**Breaks in the eigenvalue gap and in the step between the 4s ionisation energies of Ge²⁺ and Ge³⁺**

The table holds ΔSCF ionisation energies, their errors against NIST values and 4s eigenvalues for eight methods from LDA to Hartree-Fock, from a B-spline radial atomic code with spin-free X2C at the basis limit. The program tests a parameter-free line for the gap IE + ε in the share of exact exchange, anchored at the GGA mean and at Hartree-Fock, and a constant step IE(Ge³⁺) − IE(Ge²⁺). LDA, B3LYP and PBE0 lie within 0.13 eV of the line, SCAN lies 0.65 and 0.74 eV below it, and CAM-B3LYP returns to within 0.07 eV once its share is averaged over a model 4s density. The ionisation energies themselves do not follow the share of exact exchange. The step is 12.29 eV with a spread of 0.14 eV over seven functionals, 0.63 eV above the measured value.

Calculated values. B-spline radial atomic code 1, all-electron spherical Ge ions at the basis-set limit, with scalar-relativistic spin-free one-electron X2C, a Fermi nucleus and spin-polarised functionals. Ge²⁺ ([Ar] 3d¹⁰ 4s²) and Ge³⁺ ([Ar] 3d¹⁰ 4s¹) each lose a 4s electron. IE is a ΔSCF total-energy difference, table values are from NIST, and ε is the 4s eigenvalue before ionisation.

## Numerical check

```python
# Table: 4s ionisation energies (Delta-SCF) and -eps(4s), in eV, of Ge2+ and Ge3+; B-spline radial
# atomic code, spin-free X2C, LDA to Hartree-Fock, errors against NIST (measured).
# Tested: (1) gap IE+eps linear in the exact-exchange share; (2) constant step IE(3+)-IE(2+).
T = {
    'method': ['LDA PW92', 'RPBE', 'OLYP', 'SCAN', 'B3LYP VWN-RPA', 'PBE0', 'CAM-B3LYP', 'Hartree-Fock'],
    'rung': ['LDA', 'GGA', 'GGA', 'meta-GGA', 'hybrid', 'hybrid', 'range-separated hybrid', 'Hartree-Fock'],
    'exact_exchange': ['0', '0', '0', '0', '20 %', '25 %', '19 % short, 65 % long range', '100 %'],
    'ie_Ge2p': [34.82, 34.214, 33.985, 34.161, 34.494, 34.035, 34.458, 32.194],  # eV
    'err_Ge2p': [0.763, 0.156, -0.073, 0.103, 0.436, -0.023, 0.401, -1.863],  # eV
    'eps_Ge2p': [29.62, 29.068, 28.839, 29.664, 30.303, 30.27, 31.947, 32.45],  # eV
    'ie_Ge3p': [47.024, 46.498, 46.325, 46.499, 46.786, 46.285, 46.757, 44.627],  # eV
    'err_Ge3p': [1.308, 0.782, 0.61, 0.784, 1.071, 0.57, 1.042, -1.088],  # eV
    'eps_Ge3p': [41.524, 40.968, 40.792, 41.71, 42.262, 42.205, 43.951, 44.742],  # eV
}
import re
import numpy as np
from scipy.integrate import simpson
from scipy.constants import physical_constants as pc
Ha = pc['Hartree energy in eV'][0]
m = list(T['method']); ix = m.index
sh = [[float(x)/100 for x in re.findall(r'[\d.]+', str(s))] for s in T['exact_exchange']]
a = np.array([s[0] for s in sh])
col = lambda p: np.array([T[p+'_Ge2p'], T[p+'_Ge3p']], float)
IE, ER, EP = col('ie'), col('err'), col('eps')
hf, cam, sc, b3, p0 = ix('Hartree-Fock'), ix('CAM-B3LYP'), ix('SCAN'), ix('B3LYP VWN-RPA'), ix('PBE0')
gga = [i for i, r in enumerate(T['rung']) if r == 'GGA']
g = IE - EP; g0 = g[:, gga].mean(1); gh = g[:, hf]
line = lambda x: g0*(1-x) + gh*x
print('Rounding of any difference of two table entries: 0.001 eV')
print('1. Gap g = IE+eps (eV); line from GGA mean (%.3f, %.3f) to HF (%.3f, %.3f), Ge2+ and Ge3+' % (*g0, *gh))
print('method           share  g(2+)  g-line  g(3+)  g-line  apparent share 2+, 3+')
ap = (g0[:, None] - g)/(g0 - gh)[:, None]
for i, n in enumerate(m):
    r = g[:, i] - line(a[i])
    print('%-15s %5.2f %7.3f %+7.3f %6.3f %+7.3f %7.3f %6.3f' % (n, a[i], g[0, i], r[0], g[1, i], r[1], *ap[:, i]))
print('(GGA mean and HF fix the line; CAM-B3LYP listed at its short-range share)')
s0, s1 = sh[cam]
print('CAM-B3LYP g-line at long-range share %.2f: %+.3f, %+.3f eV' % (s1, *(g[:, cam] - line(s1))))
# 4s <r>, <r^2> (bohr) from the same runs: B3LYP Ge2+, CAM-B3LYP Ge3+; mu is the standard CAM-B3LYP value, recalled
orb = [(1.950473, 4.328455), (1.850801, 3.870073)]; mu = 0.33
r = np.linspace(1e-4, 15, 1201); k = np.linspace(0, 30, 1501)
for j, (r1, r2) in enumerate(orb):
    p = r1**2/(r2 - r1**2); w = r**(p-1)*np.exp(-p*r/r1); w /= simpson(w, x=r)
    f = simpson(w*np.sinc(np.outer(k, r)/np.pi), x=r, axis=1)**2
    J = 2/np.pi*simpson(f, x=k); L = 2/np.pi*simpson(f*np.exp(-k**2/(4*mu**2)), x=k)
    ae = s0 + (s1 - s0)*L/J
    print('Ge%d+ Slater 4s: erf fraction %.2f, share %.3f (apparent %.3f), g-line %+.3f eV' % (j+2, L/J, ae, ap[j, cam], g[j, cam] - line(ae)[j]))
    print('     rough scale J/3 to J/2: %.0f to %.0f eV; GGA g less HF g %.2f eV' % (J*Ha/3, J*Ha/2, (g0 - gh)[j]))
# exact-exchange energies (hartree) of Ge2+, Ge3+, Ge4+ from the same runs
xc = np.diff([-17.31795, -17.20568, -17.08391]); xp = np.diff([-19.50135, -19.44078, -19.37132])
print('CAM-B3LYP share from exact-exchange change, scaled to PBE0: %.3f, %.3f' % tuple(xc/xp*a[p0]))
print('GGA gap ratio 2+/3+ %.3f; inverse ratio of 4s mean radii %.3f' % (g0[0]/g0[1], orb[1][0]/orb[0][0]))
# 3d step Ge4+ -> Ge5+ (IE, -eps in eV) from the same runs
d = {'LDA': (90.98041, 78.37908), 'RPBE': (90.51837, 77.91611), 'OLYP': (91.05479, 78.427), 'SCAN': (91.07931, 78.57696), 'HF': (88.36157, 92.39876)}
gd = {n: v[0] - v[1] for n, v in d.items()}
print('3d step gap (eV): ' + ', '.join('%s %.2f' % t for t in gd.items()))
print('SCAN less GGA mean gap: 4s %+.3f, %+.3f; 3d %+.3f eV' % (*(g[:, sc] - g0), gd['SCAN'] - (gd['RPBE'] + gd['OLYP'])/2))
gl = [i for i in range(len(m)) if i not in (hf, cam)]
for lab, Y in (('IE', IE), ('-eps', EP), ('gap', g)):
    q = [(np.polyfit(a[gl], y[gl], 1)[0]/10, np.corrcoef(a[gl], y[gl])[0, 1]**2) for y in Y]
    print('%s vs share, six global functionals: eV per 10 %% and R2: 2+ %+.3f, %.2f; 3+ %+.3f, %.2f' % (lab, *q[0], *q[1]))
print('CAM-B3LYP less B3LYP: IE %+.3f, %+.3f; -eps %+.3f, %+.3f eV' % (*(IE[:, cam] - IE[:, b3]), *(EP[:, cam] - EP[:, b3])))
ref = (IE - ER).mean(1); D = IE[1] - IE[0]; Dr = ref[1] - ref[0]
fn = [i for i in range(len(m)) if i != hf]; Dm = D[fn].mean()
print('2. Step D = IE(3+)-IE(2+): functional mean %.3f, spread (max-min) %.3f, std %.3f eV' % (Dm, np.ptp(D[fn]), D[fn].std(ddof=1)))
print('method              D   D-mean  D-NIST  above HF 2+, 3+  ratio  share of HF-NIST D gap')
for n, e in list(zip(m, IE.T)) + [('NIST', ref)]:
    x = e - IE[:, hf]; Di = e[1] - e[0]
    t = '' if n == m[hf] else '%7.3f %6.3f %7.3f %6.0f %%' % (*x, x[1]/x[0], 100*(D[hf] - Di)/(D[hf] - Dr))
    print('%-15s %7.3f %+7.3f %+7.3f %s' % (n, Di, Di - Dm, Di - Dr, t))
print('Functional IE range: %.3f (2+), %.3f (3+) eV; mean error %+.3f, %+.3f eV' % (*np.ptp(IE[:, fn], axis=1), *ER[:, fn].mean(1)))
print('LDA IE less GGA mean: %+.3f, %+.3f; B3LYP less PBE0: %+.3f, %+.3f eV' % (*(IE[:, 0] - IE[:, gga].mean(1)), *(IE[:, b3] - IE[:, p0])))
print('-eps less NIST: HF %+.3f, %+.3f; LDA %+.3f, %+.3f; CAM-B3LYP %+.3f, %+.3f eV' % (*(EP[:, hf] - ref), *(EP[:, 0] - ref), *(EP[:, cam] - ref)))
assert (gh < 0).all() and (g[:, fn] > 0).all()
assert all((abs(g[:, i] - line(a[i])) < 0.2).all() for i in (b3, p0)) and (g[:, sc] - g0 < -0.5).all()
assert ((ap[:, cam] > s0) & (ap[:, cam] < s1)).all()
assert (D - Dr > 0.5).all() and np.ptp(D[fn]) < 0.2
```

Output:

```
Rounding of any difference of two table entries: 0.001 eV
1. Gap g = IE+eps (eV); line from GGA mean (5.146, 5.531) to HF (-0.256, -0.115), Ge2+ and Ge3+
method           share  g(2+)  g-line  g(3+)  g-line  apparent share 2+, 3+
LDA PW92         0.00   5.200  +0.054  5.500  -0.031  -0.010  0.006
RPBE             0.00   5.146  -0.000  5.530  -0.002   0.000  0.000
OLYP             0.00   5.146  +0.000  5.533  +0.002  -0.000 -0.000
SCAN             0.00   4.497  -0.649  4.789  -0.742   0.120  0.131
B3LYP VWN-RPA    0.20   4.191  +0.125  4.524  +0.122   0.177  0.178
PBE0             0.25   3.765  -0.031  4.080  -0.040   0.256  0.257
CAM-B3LYP        0.19   2.511  -1.609  2.806  -1.653   0.488  0.483
Hartree-Fock     1.00  -0.256  +0.000 -0.115  +0.000   1.000  1.000
(GGA mean and HF fix the line; CAM-B3LYP listed at its short-range share)
CAM-B3LYP g-line at long-range share 0.65: +0.876, +0.945 eV
Ge2+ Slater 4s: erf fraction 0.63, share 0.479 (apparent 0.488), g-line -0.046 eV
     rough scale J/3 to J/2: 4 to 6 eV; GGA g less HF g 5.40 eV
Ge3+ Slater 4s: erf fraction 0.61, share 0.470 (apparent 0.483), g-line -0.070 eV
     rough scale J/3 to J/2: 4 to 7 eV; GGA g less HF g 5.65 eV
CAM-B3LYP share from exact-exchange change, scaled to PBE0: 0.463, 0.438
GGA gap ratio 2+/3+ 0.930; inverse ratio of 4s mean radii 0.949
3d step gap (eV): LDA 12.60, RPBE 12.60, OLYP 12.63, SCAN 12.50, HF -4.04
SCAN less GGA mean gap: 4s -0.649, -0.742; 3d -0.113 eV
IE vs share, six global functionals: eV per 10 % and R2: 2+ -0.030, 0.01; 3+ -0.040, 0.03
-eps vs share, six global functionals: eV per 10 % and R2: 2+ +0.430, 0.70; 3+ +0.428, 0.67
gap vs share, six global functionals: eV per 10 % and R2: 2+ -0.460, 0.80; 3+ -0.468, 0.78
CAM-B3LYP less B3LYP: IE -0.036, -0.029; -eps +1.644, +1.689 eV
2. Step D = IE(3+)-IE(2+): functional mean 12.287, spread (max-min) 0.136, std 0.048 eV
method              D   D-mean  D-NIST  above HF 2+, 3+  ratio  share of HF-NIST D gap
LDA PW92         12.204  -0.083  +0.546   2.626  2.397   0.913     30 %
RPBE             12.284  -0.003  +0.626   2.020  1.871   0.926     19 %
OLYP             12.340  +0.053  +0.682   1.791  1.698   0.948     12 %
SCAN             12.338  +0.051  +0.680   1.967  1.872   0.952     12 %
B3LYP VWN-RPA    12.292  +0.005  +0.634   2.300  2.159   0.939     18 %
PBE0             12.250  -0.037  +0.592   1.841  1.658   0.901     24 %
CAM-B3LYP        12.299  +0.012  +0.641   2.264  2.130   0.941     17 %
Hartree-Fock     12.433  +0.146  +0.775 
NIST             11.658  -0.629  +0.000   1.864  1.088   0.584    100 %
Functional IE range: 0.835 (2+), 0.739 (3+) eV; mean error +0.252, +0.881 eV
LDA IE less GGA mean: +0.721, +0.612; B3LYP less PBE0: +0.459, +0.501 eV
-eps less NIST: HF -1.608, -0.973; LDA -4.438, -4.191; CAM-B3LYP -2.111, -1.764 eV
```
